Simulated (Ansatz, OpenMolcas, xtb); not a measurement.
## How methods differ on C2H7NSi (SMILES C=C[SiH2]N)

C2H7NSi: 11 atoms, total charge 0, spin state singlet. As SMILES, `C=C[SiH2]N`. The shape is that of a PBE0-D4/def2-TZVP optimisation. This is one conformer, not always the lowest.

| atom | x (Å) | y (Å) | z (Å) |
| --- | --- | --- | --- |
| C | -0.6761 | 1.3370 | -0.9450 |
| C | 0.0893 | 1.2086 | 0.1351 |
| Si | 0.5965 | -0.4445 | 0.8326 |
| N | 0.0029 | -1.8037 | -0.0286 |
| H | -0.9671 | 2.3046 | -1.3447 |
| H | -1.0468 | 0.4656 | -1.4791 |
| H | 0.4330 | 2.1167 | 0.6316 |
| H | 0.0995 | -0.5366 | 2.2326 |
| H | 2.0832 | -0.5167 | 0.8360 |
| H | 0.4049 | -2.0860 | -0.9063 |
| H | -0.9538 | -2.1021 | 0.0563 |

Each level gives the vertical ionisation energy (to the doublet cation) (eV). The values are calculated.

```
           level                    kind     program  value (eV)  CPU time (all runs)
        GFN1-xTB          semi-empirical         xtb       14.26            under 2 s
      HF/cc-pVDZ            Hartree–Fock      Ansatz        8.42                 15 s
     PBE/cc-pVDZ                     GGA      Ansatz        8.98                 32 s
  r2SCAN/cc-pVDZ                meta-GGA  OpenMolcas        9.13                6 min
 r2SCAN0/cc-pVDZ         hybrid meta-GGA      Ansatz        9.35                 79 s
   HSE06/cc-pVDZ  range-separated hybrid      Ansatz        9.29                 53 s
  B2PLYP/cc-pVDZ           double hybrid      Ansatz        9.39                 40 s
RPA@PBE0/cc-pVDZ                     RPA      Ansatz        9.37                 93 s
 BCCD(T)/cc-pVDZ   coupled cluster or CI      Ansatz        9.34                3 min
```

The values span 8.42 to 14.26 eV. The xTB values lack the empirical shift that such differences need. Times are those of the runs behind each value, whatever else they computed, on shared processors of several kinds: orders of magnitude only.

Apart from GFN1-xTB, whose 14.26 eV stands far outside the group, the calculations place the vertical ionisation energy between 8.42 and 9.39 eV. The hybrids, the double hybrid and RPA lie close to the BCCD(T) value of 9.34 eV, while PBE and r2SCAN fall below it and Hartree–Fock lies lowest. The Hartree–Fock shortfall probably reflects missing correlation, since the neutral molecule has an additional electron pair whose correlation stabilises it more than the cation.

The outgoing electron has two plausible sources, the vinyl π bond and the nitrogen lone pair. Silicon holds these two donors apart but can still couple them weakly through its σ and σ* orbitals, so the hole may have mixed character. The nearly planar nitrogen in this geometry is typical of silylamines and gives its lone pair largely p character.

The close agreement among the better levels supports their consistency in this small basis, but not convergence to the basis-set limit, where the correlated values would probably be higher.
